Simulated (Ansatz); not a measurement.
## A series in volume per atom on AsAu

Plane-wave density functional theory, PAW datasets, Gaussian smearing 0.05 eV: one cell in which all forces lie under 0.002 eV/angstrom; stress (xx yy zz yz xz xy) and pressure positive in compression; site moments are of spin alone; formation energy from the elements run alike, uncorrected. The results are calculated, by Ansatz 0.2.0.

Cell of the first row (space group F-43m, No. 216):
```
CELL_PARAMETERS angstrom
0.00000 2.57880 2.57880
2.57880 0.00000 2.57880
2.57880 2.57880 0.00000
ATOMIC_POSITIONS crystal
Au 0.00000 0.00000 0.00000
As 0.25000 0.25000 0.25000
```

Settings of every row: paw set soft_2; functional PBEsol; spin treatment none; moment partition spheres; spin axis none; wave cutoff 420 eV; k mesh 10x10x10; SCF start atoms; lower state search light; symmetry use detected.

Atom first moment, atom hubbard u: 0 on all atoms.

Limits: formation energy without spin-orbit coupling on heavy elements; the cell comes from a prototype or a list of computed structures and needn't be the stable phase.

| row | volume per atom (Å³) | energy above relaxed cell (meV per atom) | pressure (GPa) | formation energy (eV per atom) |
| --- | --- | --- | --- | --- |
| 1 | 17.15 | ? | ? | ? |
| 2 | 19.208 | 338.96 | 30.38 | 0.6274 |
| 3 | 21.513 | 60.79 | 10.29 | 0.3492 |
| 4 | 22.657 | 11.07 | 3.96 | 0.2995 |
| 5 | 23.129 | 2.6 | 1.84 | 0.291 |
| 6 | 23.601 | 0 | -0.01 | 0.2884 |
| 7 | 24.073 | 2.46 | -1.60 | 0.2909 |
| 8 | 24.545 | 9.33 | -3.02 | 0.2977 |

Question: what energy above relaxed cell and pressure should row 1 give?

Worked fit of energy above relaxed cell. Take u = (V_r/V)^(2/3) − 1 with V_r = 23.129 Å³ an atom, which is twice the finite (Eulerian) strain; such expansions in the strain, on which the Birch-Murnaghan equation of state is built, carry the rest volume and the bulk modulus. The shown rows have u = 0.13184, 0.04947, 0.01384, 0, -0.01338, -0.02632, -0.03884. Least squares give energy above relaxed cell = 2.634 + 403.139 × u + 15183.54 × u² + 8405.31 × u³ meV per atom; a parabola predicts inner rows, each left out in turn, worse (root mean square 1.3 against 0.23 meV per atom). The rows lie off it by 0.00, 0.04, -0.07, -0.03, 0.06, 0.07, -0.06 (root mean square 0.053 meV per atom), a smooth pattern that one more power would take up: the form is only approximate. Its lowest point lies at u = -0.0134, or V = 23.6 Å³ an atom, and the curvature there gives the bulk modulus at fixed shape and fractions, B = (4/9)(1 + u)² E″(u)/V = 87.2 GPa. The withheld row has u = 0.22066, so the fit gives 2.634 + 403.139 × (0.22066) + 15183.54 × (0.22066)² + 8405.31 × (0.22066)³ = 921.20 meV per atom.

The calculation gave 915.88 meV per atom. The fit lies 5.32 meV per atom (0.58 % of the column's range) above it; its largest miss of a shown row is 0.07 meV per atom. This row lies beyond the range of the fit.

Worked fit of pressure. Take u = (V_r/V)^(2/3) − 1 with V_r = 23.129 Å³ an atom, which is twice the finite (Eulerian) strain; such expansions in the strain, on which the Birch-Murnaghan equation of state is built, carry the rest volume and the bulk modulus. The shown rows have u = 0.13184, 0.04947, 0.01384, 0, -0.01338, -0.02632, -0.03884. Least squares give pressure = 1.847 + 144.78 × u + 512.81 × u² + 232.01 × u³ GPa; a parabola predicts inner rows, each left out in turn, worse (root mean square 0.039 against 0.019 GPa). The rows lie off it by 0.00, 0.00, 0.01, -0.01, -0.01, 0.01, 0.00. The withheld row has u = 0.22066, so the fit gives 1.847 + 144.78 × (0.22066) + 512.81 × (0.22066)² + 232.01 × (0.22066)³ = 61.26 GPa.

The calculation gave 62.32 GPa. The fit lies 1.06 GPa (1.7 % of the value, 1.6 % of the column's range) below it; its largest miss of a shown row is 0.01 GPa. This row lies beyond the range of the fit.

The other values of row 1: formation energy 1.2043 eV per atom.
